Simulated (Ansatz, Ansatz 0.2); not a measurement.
# Debye temperature of the chain cuprate Sr2CuO3 from elastic constants: LDA, PBEsol and r2SCAN without spin polarisation

## Reference data

The reference comes from "Thermal conductivity and specific heat of the linear chain cuprate Sr2CuO3: Evidence for thermal transport via spinons" (2000, arXiv:cond-mat/0007359). The specific heat of floating-zone crystals was measured by relaxation calorimetry and fitted above 4 K with terms in $T$, $T^3$ and $T^5$; the cubic term gives the Debye temperature. An as-grown crystal yields 441 ± 10 K, which we take as the reference, and a crystal annealed in argon yields 424 ± 10 K.

What was observed is a heat capacity, not a sound speed. The phonon part has to be separated from the linear term of the spin chains, and the result depends on the fitted range. We also note that an as-grown crystal may hold excess oxygen, and that the conversion to a Debye temperature requires a count of atoms, which we assume to be all atoms of the formula unit.

| compared with | measured | source's wording or label | method |
| --- | --- | --- | --- |
| Debye T, elastic (K) | 441 ± 10 | from T^3 coefficient of low-temperature specific heat | relaxation calorimetry * |
| Debye T, elastic (K) | 424 ± 10 | from T^3 coefficient of low-temperature specific heat | relaxation calorimetry |

Where a quantity has several values, deviations refer to the one marked *.

Conditions are those given with the value in the passage it was taken from; "not stated" means there, and the paper may say more elsewhere. The values are a selection: others may have been left out beforehand as unlike or outlying.

## Method

We want the cheapest level of theory that gives the low-temperature elastic Debye temperature within 10 % of the reference, that is within about 44 K. This is our choice. It exceeds the difference between the two crystals, and it leaves room for the fact that Debye temperatures from heat capacity can lie 5 to 10 % or more below those from elastic constants. Since the Debye temperature follows the sound speeds, and these the square root of the stiffness, 10 % in the target corresponds to roughly 20 % in the elastic constants.

The model is the perfect crystal in its six-atom primitive cell, strained by small amounts with the atoms relaxed, and the sound speeds are averaged over all directions. The calculations are static; zero-point motion and temperature would expand the lattice slightly and soften it, probably by a few per cent in the Debye temperature at most.

All runs are without spin polarisation. Sr$_2$CuO$_3$ is a charge-transfer insulator with antiferromagnetic spin-half chains, and semilocal functionals without spin make it a metal. We therefore watch the volume and the sampling of the Brillouin zone along with the Debye temperature. We begin with LDA at light settings, then tighten the settings, and change the functional where the results call for it.

System: Sr2CuO3; Immm (No. 71), 6 atoms in the cell, cell vectors 6.880, 6.880, 6.880 Å and 14.54 Å^3 per atom at the start, from a measured structure (Crystallography Open Database).

On the selection of runs and values: The measured rows are a selection: values that the sources give but that could not be checked or linked are left out, so a count of matches says nothing of those. Some runs of other programs are left out: those with known faults of files, cutoffs or set-up, Quantum ESPRESSO responses under gradient functionals that neither frozen phonons nor a second program bore out, and runs near the switch of a dispersion correction.

## 1. LDA at light settings

LDA with a low cutoff and a coarse mesh is the least expensive start. We expect a cell that is too small and, with it, a lattice that is too stiff, so the Debye temperature should come out above the reference.

**Run 1.** Ansatz 0.2: LDA, PAW set soft_1 (files made for PBE); cell and atoms relaxed at this level to looser thresholds; cutoff 260 eV; k 8×8×8; gaussian occupations 0.1 eV; elastic constants from strained cells, atoms relaxed, strain 0.01.

Key lines of the input:
```
crystal:
  lattice:
    - [-1.7188621252, 1.919505931, 6.1870789322]
    - [1.7188621252, -1.919505931, 6.1870789322]
    - [1.7188621252, 1.919505931, -6.1870789322]
kpoints:
  mp_grid: { grid: [8, 8, 8] }
hamiltonian:
  xc: lda
  pseudopotentials: { kind: paw, azcp: { folder: soft_1 }, xc_functional: pbe }
scf:
  occupations: { method: gaussian, width: 0.1 }
basis:
  ecutwfc: 260.0
elastic:
  mode: relaxed_ion
  amplitude: 0.01
  stencil: two_point
```

Command:
```
ansatz run input.yaml --threads 4 --pin off --max-ram 8192MiB --backend cpu --events-out ev --progress --plain --runs-dir out
```

Selected lines of the output:
```
Warning: basis.ecutwfc = 260 eV is below the records' recommended 420 eV, and the density's cutoff is lower with it unless basis.ecutrho_ratio is high enough to keep the records' density cutoff: compare with a run at a higher …
Basis set: ecut = 260 eV, 761 PW (Γ)
SCF converged after 10 iterations
--- Elastic constants: 6 strain directions × 2 members + reference (group order 8) ---
  C = ∂σ_k/∂η_j (tension-positive GPa; Voigt order 11 22 33 23 13 12):
       188.951     72.730     68.498     -0.000     -0.000     -0.000
        74.301    267.837     93.613     -0.000      0.000     -0.000
        69.479     95.514    278.986     -0.000     -0.000     -0.000
         0.000      0.000      0.000     79.292     -0.000      0.000
         0.000      0.000     -0.000     -0.000     48.291      0.000
        -0.000     -0.000     -0.000      0.000     -0.000     70.344
  moduli (Voigt/Reuss/Hill, GPa): K = 134.43/128.83/131.63   G = 72.83/69.13/70.98   E = 180.49   ν = 0.271
  strain η (Voigt 11):  stress-route row diagonal C_11 = 188.95 GPa, energy-path curvature d²(F+E_count+ΔE)/dδ²/Ω₀ = 138.02 GPa
  strain η (Voigt 22):  stress-route row diagonal C_22 = 267.84 GPa, energy-path curvature d²(F+E_count+ΔE)/dδ²/Ω₀ = 291.62 GPa
  strain η (Voigt 33):  stress-route row diagonal C_33 = 278.99 GPa, energy-path curvature d²(F+E_count+ΔE)/dδ²/Ω₀ = 270.95 GPa
  strain η (Voigt 23):  stress-route row diagonal C_44 = 79.29 GPa, energy-path curvature d²(F+E_count+ΔE)/dδ²/Ω₀ = 74.64 GPa
```

Converged; 29 min on 4 cores of Intel Xeon at 2.50GHz (Skylake/Cascade Lake), shared host. Warnings: cutoff_below_recommended (in short: A typed cutoff is below a recommended value, from the records, the datasets' recipe or DFPT's needs, possibly lowering the density cutoff; compare with a higher-cutoff run).

| quantity | run 1 | measured | deviation |
| --- | --- | --- | --- |
| Debye T, elastic (K) | 481.2 | 441 ± 10 | +40.2 (+9.1 %) |
| volume per atom (Å³) | 13.61 |  |  |

The Debye temperature of 481.2 K lies 9.1 % above the reference, a narrow pass that we do not rely on. The cell has shrunk to 13.61 Å$^3$ per atom, about 6 % below the measured structure we started from, which is a large contraction even for LDA.

The elastic constants also disagree with themselves. For strain along the first axis the stresses give 189 GPa, while the curvature of the energy gives 138 GPa; for the other strains listed the two routes agree to within about 9 %. The cutoff is below the value recommended for these potentials, and a basis that is too small can cause such a discrepancy, though the coarse mesh or incompletely relaxed atoms could contribute.

## 2. LDA with recommended cutoff and denser mesh

Before changing the functional we repeat LDA at the recommended cutoff of 420 eV, with a denser mesh and tighter relaxation. We expect the two routes to the first elastic constant to come closer together. The cell should stay too small, since that is the usual error of LDA, and the Debye temperature should therefore remain on the high side.

**Run 2.** Ansatz 0.2: LDA, PAW set soft_1 (files made for PBE); cell and atoms relaxed at this level; cutoff 420 eV; k 16×16×16; fermi_dirac occupations 0.15 eV; elastic constants from strained cells, atoms relaxed, strain 0.01.

Selected lines of the output:
```
  C = ∂σ_k/∂η_j (tension-positive GPa; Voigt order 11 22 33 23 13 12):
       174.601     60.500     63.572     -0.000      0.000     -0.000
        60.446    234.072     94.750     -0.000      0.000     -0.000
        63.456     94.868    256.451     -0.000      0.000     -0.000
         0.000      0.000      0.000     77.252     -0.000      0.000
         0.000      0.000     -0.000      0.000     48.042      0.000
         0.000      0.000     -0.000      0.000     -0.000     57.526
  strain η (Voigt 11):  stress-route row diagonal C_11 = 174.60 GPa, energy-path curvature d²(F+E_count+ΔE)/dδ²/Ω₀ = 174.60 GPa
  strain η (Voigt 22):  stress-route row diagonal C_22 = 234.07 GPa, energy-path curvature d²(F+E_count+ΔE)/dδ²/Ω₀ = 233.98 GPa
```

Converged; 1.9 h on 4 cores of AMD EPYC (Zen 3), shared host.

| quantity | run 2 | measured | deviation |
| --- | --- | --- | --- |
| Debye T, elastic (K) | 460.7 | 441 ± 10 | +19.7 (+4.5 %) |
| volume per atom (Å³) | 13.67 |  |  |

The two routes to the elastic constants now agree to about 0.1 GPa, and the matrix is symmetric to within about 0.1 GPa as well. The Debye temperature falls by 20.5 K to 460.7 K, 4.5 % above the reference. Cutoff, mesh, smearing and relaxation thresholds all changed together, so we cannot say which of them accounts for the drop, but the internal inconsistency of the light settings is gone.

The volume hardly moves. At 13.67 Å$^3$ per atom it is still 6.0 % below the measured cell, more than thermal expansion would explain. LDA thus meets the target with a lattice that is clearly too dense, and compression normally stiffens a crystal. The potentials, made for PBE but used here with LDA, may add to the contraction.

## 3. PBEsol at the same settings

PBEsol usually corrects much of the overbinding of LDA at little extra cost. With cutoff, mesh and smearing unchanged, the comparison isolates the functional. We expect a larger cell and a somewhat lower Debye temperature, which would show whether the agreement survives when the density of the crystal is more nearly right.

**Run 3.** Ansatz 0.2: PBEsol, PAW set soft_1 (files made for PBE); cell and atoms relaxed at this level; cutoff 420 eV; k 16×16×16; fermi_dirac occupations 0.15 eV; elastic constants from strained cells, atoms relaxed, strain 0.01.

Selected lines of the output:
```
  C = ∂σ_k/∂η_j (tension-positive GPa; Voigt order 11 22 33 23 13 12):
       161.280     50.105     56.013      0.000      0.000      0.000
        50.067    210.160     87.204      0.000      0.000      0.000
        55.903     87.302    227.333      0.000      0.000      0.000
         0.000      0.000      0.000     74.121      0.000      0.000
         0.000      0.000      0.000      0.000     45.026      0.000
         0.000      0.000      0.000      0.000      0.000     49.475
  strain η (Voigt 11):  stress-route row diagonal C_11 = 161.28 GPa, energy-path curvature d²(F+E_count+ΔE)/dδ²/Ω₀ = 161.25 GPa
  strain η (Voigt 33):  stress-route row diagonal C_33 = 227.33 GPa, energy-path curvature d²(F+E_count+ΔE)/dδ²/Ω₀ = 227.22 GPa
```

Converged; 29 min on 8 cores of Arm Neoverse V2, shared host.

| quantity | run 3 | measured | deviation |
| --- | --- | --- | --- |
| Debye T, elastic (K) | 443 | 441 ± 10 | +2 (+0.5 %) |
| volume per atom (Å³) | 14.19 |  |  |

PBEsol gives 443 K, within the uncertainty of the reference. The cell grows to 14.19 Å$^3$ per atom, so the shortfall against the measured structure shrinks from 6.0 % to 2.4 %. All diagonal elastic constants soften relative to LDA, as a less compressed lattice would suggest, and the stress and energy routes again agree closely.

The difference of 2 K is smaller than this model can justify. The electronic state is still a metal without spin moments, and the reference is a calorimetric value, which can lie below an elastic one. What the result supports is a pass within 10 % on a more realistic cell than that of LDA.

## 4. Sensitivity to cutoff and mesh

A false metal can be sensitive to the sampling of its Fermi surface, and the light LDA settings had given inconsistent elastic constants. We therefore vary the two settings separately at the PBEsol level, keeping the relaxed cell: once with the cutoff lowered to 320 eV, once with the mesh reduced to 10×10×10. Both are looser than the run they test, so they measure sensitivity and may show where cost can be saved. We expect shifts well below the 44 K of the target.

**Run 4.** Ansatz 0.2: PBEsol, PAW set soft_1 (files made for PBE); the cell of the base run at this functional, not relaxed again; cutoff 320 eV; k 16×16×16; fermi_dirac occupations 0.15 eV; elastic constants from strained cells, atoms relaxed, strain 0.01.

Selected lines of the output:
```
  C = ∂σ_k/∂η_j (tension-positive GPa; Voigt order 11 22 33 23 13 12):
       158.764     47.924     55.640      0.000      0.000      0.000
        47.747    205.606     86.107      0.000      0.000      0.000
        55.433     86.273    227.383      0.000      0.000      0.000
         0.000      0.000      0.000     73.838      0.000      0.000
         0.000      0.000      0.000      0.000     45.504      0.000
         0.000      0.000      0.000      0.000      0.000     47.931
```

Converged; 17 min of wall time. Warnings: cutoff_below_recommended.

**Run 5.** Ansatz 0.2: PBEsol, PAW set soft_1 (files made for PBE); the cell of the base run at this functional, not relaxed again; cutoff 420 eV; k 10×10×10; fermi_dirac occupations 0.15 eV; elastic constants from strained cells, atoms relaxed, strain 0.01.

Selected lines of the output:
```
  C = ∂σ_k/∂η_j (tension-positive GPa; Voigt order 11 22 33 23 13 12):
       161.294     50.084     55.985      0.000      0.000      0.000
        50.057    210.381     87.105      0.000      0.000      0.000
        55.863     87.173    227.127      0.000      0.000      0.000
```

Converged; 6 min of wall time.

| quantity | run 4 | run 5 | measured |
| --- | --- | --- | --- |
| Debye T, elastic (K) | 440.9 | 443 | 441 ± 10 |
| volume per atom (Å³) | 14.19 | 14.19 |  |

Neither setting matters at the scale of the target. Lowering the cutoff to 320 eV reduces the Debye temperature by about 2 K, with the largest change among the diagonal elastic constants, about 5 GPa, in $C_{22}$. The 10×10×10 mesh reproduces 443 K to the printed precision, and its elastic constants differ from those of the denser mesh by only about 0.2 GPa. At this smearing the coarser mesh is therefore sufficient for PBEsol and saves k-points at no loss. Both tests keep the relaxed cell; the effect of these settings on the PBEsol volume is not shown in this report.

## 5. PBEsol at the measured cell

The remaining visible error of PBEsol is its volume, 2.4 % below the measured one. Repeating the calculation at the measured cell, with only the atoms relaxed, shows how much the Debye temperature owes to that contraction. We expect a softer lattice and a value below 443 K; if it stays within the target, the pass does not depend on the error in the volume.

**Run 6.** Ansatz 0.2: PBEsol, PAW set soft_1 (files made for PBE); measured cell, atoms relaxed; cutoff 420 eV; k 16×16×16; fermi_dirac occupations 0.15 eV; elastic constants from strained cells, atoms relaxed, strain 0.01.

Selected lines of the output:
```
  C = ∂σ_k/∂η_j (tension-positive GPa; Voigt order 11 22 33 23 13 12):
       153.751     43.527     46.770      0.000      0.000      0.000
        43.194    196.313     78.909      0.000     -0.000     -0.000
        44.401     77.049    180.705      0.000     -0.000     -0.000
        -0.000     -0.000      0.000     72.827     -0.000      0.000
         0.000      0.000     -0.000      0.000     43.168     -0.000
  strain η (Voigt 33):  stress-route row diagonal C_33 = 180.71 GPa, energy-path curvature d²(F+E_count+ΔE)/dδ²/Ω₀ = 180.64 GPa
```

Converged; 1.9 h on 4 cores of AMD EPYC (Zen 3), shared host.

| quantity | run 6 | measured | deviation |
| --- | --- | --- | --- |
| Debye T, elastic (K) | 428.9 | 441 ± 10 | −12.1 (−2.7 %) |
| volume per atom (Å³) | 14.54 |  |  |

At the measured cell the Debye temperature is 428.9 K, 14.1 K lower than at the relaxed cell and 2.7 % below the reference. The pass therefore does not depend on the contraction of the PBEsol lattice.

The softening is uneven. $C_{33}$ falls from 227 to 181 GPa, far more than any other diagonal constant, and the third axis is also the one that PBEsol shortens most, by 1.8 % against at most 0.5 % for the other two. The small asymmetry of the matrix, 46.8 against 44.4 GPa for the 13 and 31 elements, is no sign of poor convergence in itself: at this cell the crystal is under a stress that differs between the axes, since the third is stretched most, and stress-strain coefficients need not then be symmetric.

## 6. r2SCAN as a check on the functional

PBEsol already meets the target, but its long axis is too short and $C_{33}$ responds strongly to that length. We therefore make one comparison with a meta-GGA, r2SCAN, with the cell relaxed and a higher cutoff of 500 eV. We expect a volume closer to the measured one and a Debye temperature still within 10 %. Spin polarisation remains off, so this tests the functional and not the missing magnetism.

**Run 7.** Ansatz 0.2: r2SCAN, PAW set soft_1 (files made for PBE); cell and atoms relaxed at this level; cutoff 500 eV; k 16×16×16; fermi_dirac occupations 0.15 eV; elastic constants from strained cells, atoms relaxed, strain 0.01.

Selected lines of the output:
```
  C = ∂σ_k/∂η_j (tension-positive GPa; Voigt order 11 22 33 23 13 12):
       164.890     50.729     55.184      0.000      0.000      0.000
        55.093     88.003    223.650      0.000      0.000      0.000
         0.000      0.000      0.000     77.172      0.000      0.000
         0.000      0.000      0.000      0.000      0.000     50.604
  strain η (Voigt 33):  stress-route row diagonal C_33 = 223.65 GPa, energy-path curvature d²(F+E_count+ΔE)/dδ²/Ω₀ = 223.55 GPa
```

Converged; 80 min on 4 cores of Arm Neoverse V2, shared host.

| quantity | run 7 | measured | deviation |
| --- | --- | --- | --- |
| Debye T, elastic (K) | 447.3 | 441 ± 10 | +6.3 (+1.4 %) |
| volume per atom (Å³) | 14.47 |  |  |

r2SCAN gives 447.3 K, 1.4 % above the reference and about 4 K above relaxed PBEsol. The change of functional therefore leaves the pass within 10 % intact.

The volume of 14.47 Å$^3$ per atom is only 0.5 % below the measured one. The separate axis lengths are not shown in this report, and a good volume can hide opposite errors in them. The larger cell does not bring a lower Debye temperature. $C_{33}$ is slightly smaller than in relaxed PBEsol, whereas $C_{11}$, $C_{44}$ and $C_{66}$ are slightly larger, so the changes in stiffness largely offset one another in the average over directions.

Both functionals describe the same kind of state, without spin moments. Their agreement supports the elastic result within that model, but what the missing magnetism of the chains would do to it is not shown in this report.

## Comparison with experiment

| run | settings | Debye T, elastic (K) | deviation | cost |
| --- | --- | --- | --- | --- |
| 1 | LDA, cell and atoms relaxed at this level to looser thresholds, cutoff 260 eV, k 8×8×8, gaussian occupations 0.1 eV | 481.2 | +40.2 (+9.1 %) | 2 core-h |
| 2 | LDA, cell and atoms relaxed at this level, cutoff 420 eV, k 16×16×16, fermi_dirac occupations 0.15 eV | 460.7 | +19.7 (+4.5 %) | 7.7 core-h |
| 3 | PBEsol, cell and atoms relaxed at this level, cutoff 420 eV, k 16×16×16, fermi_dirac occupations 0.15 eV | 443 | +2 (+0.5 %) | 3.8 core-h |
| 4 | PBEsol, the cell of the base run at this functional, not relaxed again, cutoff 320 eV, k 16×16×16, fermi_dirac occupations 0.15 eV | 440.9 | −0.1 (−0.0 %) | 2.2 core-h |
| 5 | PBEsol, the cell of the base run at this functional, not relaxed again, cutoff 420 eV, k 10×10×10, fermi_dirac occupations 0.15 eV | 443 | +2 (+0.5 %) | 48 core-min |
| 6 | PBEsol, measured cell, cutoff 420 eV, k 16×16×16, fermi_dirac occupations 0.15 eV | 428.9 | −12.1 (−2.7 %) | 7.7 core-h |
| 7 | r2SCAN, cell and atoms relaxed at this level, cutoff 500 eV, k 16×16×16, fermi_dirac occupations 0.15 eV | 447.3 | +6.3 (+1.4 %) | 5.3 core-h |
|  | measured | 441 ± 10 |  |  |

Further runs on the same system, made beside this series (convergence steps with loose settings among them):

| further | settings | Debye T, elastic (K) | deviation | cost |
| --- | --- | --- | --- | --- |
| F1 | PBEsol+D3(BJ), cell and atoms relaxed at this level, cutoff 420 eV, k 16×16×16, fermi_dirac occupations 0.15 eV | 458.1 | +17.1 (+3.9 %) | 7.1 core-h |
|  | measured | 441 ± 10 |  |  |

## Discussion

Relaxed PBEsol meets the 10 % target: it gives 443 K against the calorimetric 441 ± 10 K, for 3.8 core-hours. It also passes against the annealed crystal's 424 K. The costs come from different shared machines and are rough: the same PBEsol settings took 7.7 core-hours at the measured cell, so the table does not rank LDA and PBEsol by cost. LDA at the recommended cutoff meets the target too, but with a cell 6.0 % too small, so we prefer PBEsol. The light LDA run passed only narrowly, with inconsistent elastic constants, and would fail against the annealed crystal.

Tightening the LDA settings and changing to PBEsol lowered the Debye temperature by similar amounts, 20.5 K and about 18 K; the change of functional also brought the volume within 2.4 % of the measured one. On the relaxed cell, the 10×10×10 mesh gave the same Debye temperature in 48 core-minutes, and the lower cutoff shifted it by only about 2 K. r2SCAN confirmed the pass at 447.3 K. Adding D3(BJ) to PBEsol raised the result by about 15 K, still within the target.

The 0.5 % deviation is no measure of accuracy. At the measured cell PBEsol gives 14.1 K less, and part of that volume gap is zero-point and thermal expansion, which the relaxed cell leaves out and the measured cell contains. On the other side, a calorimetric Debye temperature can lie 5 to 10 % or more below one from measured elastic constants, so errors may cancel in the comparison.

The electronic state remains wrong in kind: a metal without spin moments stands in for a charge-transfer insulator with antiferromagnetic chains. The agreement is compatible with an averaged stiffness that depends little on this, but errors may cancel, and the effect of the magnetic state is not shown in this report. The effect of the electronic smearing alone, which at a width of 0.15 eV can itself shift the constants of a metal, is likewise not shown in this report. A spin-polarised calculation with a Hubbard $U$ and antiferromagnetic chains would be the natural next step.

[Logs are printed without paths, hosts, clocks, repeated set-up lines and the standing remarks that a program may print on its own settings, such as how far it seeks lower states.]

[The runs shown are a pick from a larger set of finished runs; failed, doubtful and other runs were left out of it ahead of writing. So were measured values far from every level or from commonly accepted values, and agreement can look better than it is. Lines of input and output are excerpts and may be shortened.]

[Runs of ph.x under gradient-corrected functionals stand here only where frozen phonons or a second program bore them out within 2 % or 4 cm⁻¹; runs with faulty potential files or cells spoilt by a short basis are left out.]

[Known faults of this kind of run, not weighed in the text above: the dispersion correction can have small steps in the geometry for these elements (some of the further or reviewer's runs), which bears on fits and elastic values.]
